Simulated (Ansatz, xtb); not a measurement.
# Ligand exchange: BH(CH3)Cl + CH5N → BH(CH3)(NH2) + CH3Cl

Species: BH(CH3)Cl, singlet; CH5N `CN`, singlet; BH(CH3)(NH2), singlet; CH3Cl (chloromethane) `CCl`, singlet. The partners trade Cl for NH2: B–Cl and C–NH2 bonds give way to B–NH2 and C–Cl.

Shapes, held fixed at every level: PBE0-D4/def2-TZVP. Programs: Ansatz 0.2.0, xtb 6.7.1. The zero-point and thermal change to 298 K, harmonic and unscaled (PBE0-D4/def2-TZVP), is +0.7 kJ/mol.

```csv
level,kind,ΔH(298 K) (kJ/mol),less CCSD(T)/CBS estimate,CPU time (sum over the molecules)
GFN1-xTB,semi-empirical,-23.5,+30.8,0.14 s
HF/def2-SVP,Hartree–Fock,-38.9,+15.4,–
r2SCAN-D4/def2-TZVPP,meta-GGA,-54.0,+0.3,22 s
B3LYP-D4/def2-TZVPP,global hybrid,-57.1,-2.8,16 s
r2SCAN0-D4/def2-TZVPP,global hybrid,-53.4,+0.9,21 s
wB97X-V/def2-TZVPP,range-separated hybrid,-52.8,+1.5,36 s
CCSD(T)/def2-TZVPP,coupled cluster or CI,-52.7,+1.6,95 s
CCSD/def2-TZVPP,coupled cluster or CI,-52.2,+2.1,–
CCSD(T)/CBS estimate,coupled cluster or CI,-54.3,0.0,3.4 min
```

The highest level, CCSD(T)/CBS estimate, gives ΔH(298 K) = -54.3 kJ/mol; the levels span -57.1 to -23.5. The column of differences is taken from that level and isn't an error. No measured value is set beside it here. The CBS estimate extrapolates MP2 from def2-TZVPP and def2-QZVPP and adds CCSD(T) − MP2 in the triple-zeta set, cores frozen. Times are processor times on shared x86 and Arm servers, and rough.

The exchange is clearly exothermic, with every level agreeing on the sign and the best estimate at -54.3 kJ/mol. The driving force is mainly electronic, since the zero-point and thermal change is only +0.7 kJ/mol. Boron gains more than carbon loses when chloride gives way to amide: the nitrogen lone pair donates into the formally empty boron 2p orbital, giving the B–N bond partial double-bond character. Chlorine is a weaker π donor to boron because its 3p orbitals overlap less well with boron 2p, while the saturated carbon has no comparable low-lying acceptor orbital for either ligand.

The density functionals and coupled-cluster levels agree closely, whereas Hartree–Fock and GFN1-xTB markedly understate the exothermicity; for Hartree–Fock, missing correlation and the small basis probably both contribute. Perturbative triples change the coupled-cluster result little, which suggests a mainly single-reference problem. The favourable enthalpy doesn't establish direct exchange as the preferred pathway, since amines and chloroboranes can also form Lewis adducts and eliminate HCl.
